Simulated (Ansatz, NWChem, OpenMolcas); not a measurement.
**Errors in the dipole moment**

8 molecules; the dipole moment in D, computed less measured. Shapes, held fixed at every level: PBE0-D4/def2-TZVP. No vibrational averaging. Dipoles are compared by magnitude; molecules under 1 D, whose direction can flip, are left out. Programs: Ansatz 0.2.0, NWChem 7.3.0, OpenMolcas 26.06. A level may come from different programs for different species; with the same settings they agree closely. Measured values: NIST CCCBDB.

Levels: A = PBE/aug-cc-pVDZ; B = M06-L/aug-cc-pVDZ; C = TPSS/aug-cc-pVDZ; D = r2SCAN/aug-cc-pVDZ.

| molecule | measured | A | B | C | D |
| --- | --- | --- | --- | --- | --- |
| C2H2O (ethenone) | 1.42 | -0.05 | -0.02 | -0.03 | +0.03 |
| CH2ClF (chlorofluoromethane) | 1.82 | -0.09 | -0.03 | -0.04 | -0.02 |
| CH2F2 (difluoromethane) | 1.97 | -0.19 | -0.16 | -0.14 | -0.13 |
| CHBrF2 (bromodifluoromethane) | 1.50 | -0.19 | -0.18 | -0.15 | -0.13 |
| C2H2F2 (SMILES C=C(F)F) | 1.38 | -0.30 | -0.27 | -0.23 | -0.25 |
| C2H3FO (SMILES CC(=O)F) | 2.96 | -0.09 | -0.05 | -0.08 | +0.01 |
| CH5N (methylamine) | 1.31 | -0.05 | -0.05 | -0.05 | -0.03 |
| C2H5N (N-methylmethanimine) | 1.53 | -0.12 | -0.11 | -0.09 | -0.07 |

Question: Sum up the errors.

Answer: 
```json
{"level": "PBE/aug-cc-pVDZ", "kind": "GGA", "mean error": "-0.135", "mean absolute error": "0.135", "worst case": "C2H2F2"}
{"level": "M06-L/aug-cc-pVDZ", "kind": "meta-GGA", "mean error": "-0.109", "mean absolute error": "0.109", "worst case": "C2H2F2"}
{"level": "TPSS/aug-cc-pVDZ", "kind": "meta-GGA", "mean error": "-0.101", "mean absolute error": "0.101", "worst case": "C2H2F2"}
{"level": "r2SCAN/aug-cc-pVDZ", "kind": "meta-GGA", "mean error": "-0.074", "mean absolute error": "0.084", "worst case": "C2H2F2"}
```

On this set r2SCAN/aug-cc-pVDZ has the smallest mean absolute error and PBE/aug-cc-pVDZ the largest. PBE/aug-cc-pVDZ is too low in 8 of 8; M06-L/aug-cc-pVDZ is too low in 8 of 8; TPSS/aug-cc-pVDZ is too low in 8 of 8; r2SCAN/aug-cc-pVDZ is too low in 6 of 8. All levels miss C2H2F2 on one side, which points to its shape or to the tabulated value. The smallest two are near a tie. The largest two are near a tie. Relativity is left out for Br. The set is small.

The underestimation is concentrated in the three molecules with two fluorines on one carbon, which have the largest errors at every level. Chlorofluoromethane and acetyl fluoride, with a single C–F bond, fare much better, so fluorine alone is not the problem. In a CF2 group the two bond dipoles partly add, and so do any errors in their polarity. Semilocal functionals probably leave too little charge on fluorine. In 1,1-difluoroethene, π donation from the fluorine lone pairs into the C=C bond opposes the σ withdrawal, and overestimating this back-donation would lower the dipole further. Its large error therefore fits the pattern of the other CF2 molecules and need not signal a faulty shape or reference value.

The advantage of r2SCAN is an average one: TPSS does better for 1,1-difluoroethene and M06-L for ethenone. The step from GGA to meta-GGA reduces the CF2 error but does not remove it. Without a hybrid functional in the comparison, the part due to semilocal exchange cannot be isolated.
